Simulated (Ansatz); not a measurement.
# Ligand exchange: Bi(CH3)Cl2 + GeH2Cl2 → BiCl3 + GeH2(CH3)Cl

Species: Bi(CH3)Cl2, singlet; GeH2Cl2 (dichlorogermane) `[Cl][GeH2][Cl]`, singlet; BiCl3 (bismuth trichloride) `[Cl][Bi]([Cl])[Cl]`, singlet; GeH2(CH3)Cl, singlet. The partners trade CH3 for Cl: Bi–CH3 and Ge–Cl bonds give way to Bi–Cl and Ge–CH3.

Shapes, held fixed at every level: PBE0-D4/def2-TZVP. Programs: Ansatz 0.2.0. The zero-point and thermal change to 298 K, harmonic and unscaled (PBE0-D4/def2-TZVP), is +0.8 kJ/mol.

| level | kind | ΔH(298 K) (kJ/mol) | less CCSD(T)/def2-TZVPP |
| --- | --- | --- | --- |
| r2SCAN-D4/def2-TZVPP | meta-GGA | -31.1 | -10.7 |
| B3LYP-D4/def2-TZVPP | global hybrid | -31.3 | -10.9 |
| BHLYP-D4/def2-TZVPP | global hybrid | -26.7 | -6.3 |
| r2SCAN0-D4/def2-TZVPP | global hybrid | -26.9 | -6.5 |
| wB97M-V/def2-TZVPP | range-separated hybrid | -24.3 | -3.9 |
| MP2/def2-TZVPP | perturbation theory | -22.6 | -2.2 |
| CCSD(T)/def2-SVP | coupled cluster or CI | -17.8 | +2.6 |
| CCSD(T)/def2-TZVPP | coupled cluster or CI | -20.4 | 0.0 |

The highest level, CCSD(T)/def2-TZVPP, gives ΔH(298 K) = -20.4 kJ/mol; the levels span -31.3 to -17.8. The column of differences is taken from that level and isn't an error. No measured value is set beside it here. For atoms past krypton def2 sets carry core potentials with scalar relativity. Relativity is left out for Ge unless named. Correlated rows may include outer-core shells of Bi, Ge, which these sets cover unevenly.

Methyl transfer from bismuth to germanium is exothermic at every level, and the small thermal correction shows that the preference is almost entirely electronic. Since the exchange conserves the number of bonds of each broad type, its sign reflects how much each centre gains by holding chlorine rather than methyl. Bismuth probably gains more: its diffuse 6p orbitals overlap poorly with carbon, leaving a weak Bi–C bond, whereas Bi–Cl is strengthened by its polarity. Germanium's more compact 4p orbitals bind carbon better, so it gives up less in exchanging chlorine for methyl.

All the density functionals make the reaction more exothermic than CCSD(T) does. Going from r2SCAN to r2SCAN0 and from B3LYP to BHLYP narrows the gap, perhaps because added exact exchange changes the balance between polar and more covalent bonds. The direction of exchange is thus well supported, but enlarging the basis moves CCSD(T) by 2.6 kJ/mol, so the closeness of MP2 to the larger-basis result doesn't establish its accuracy.
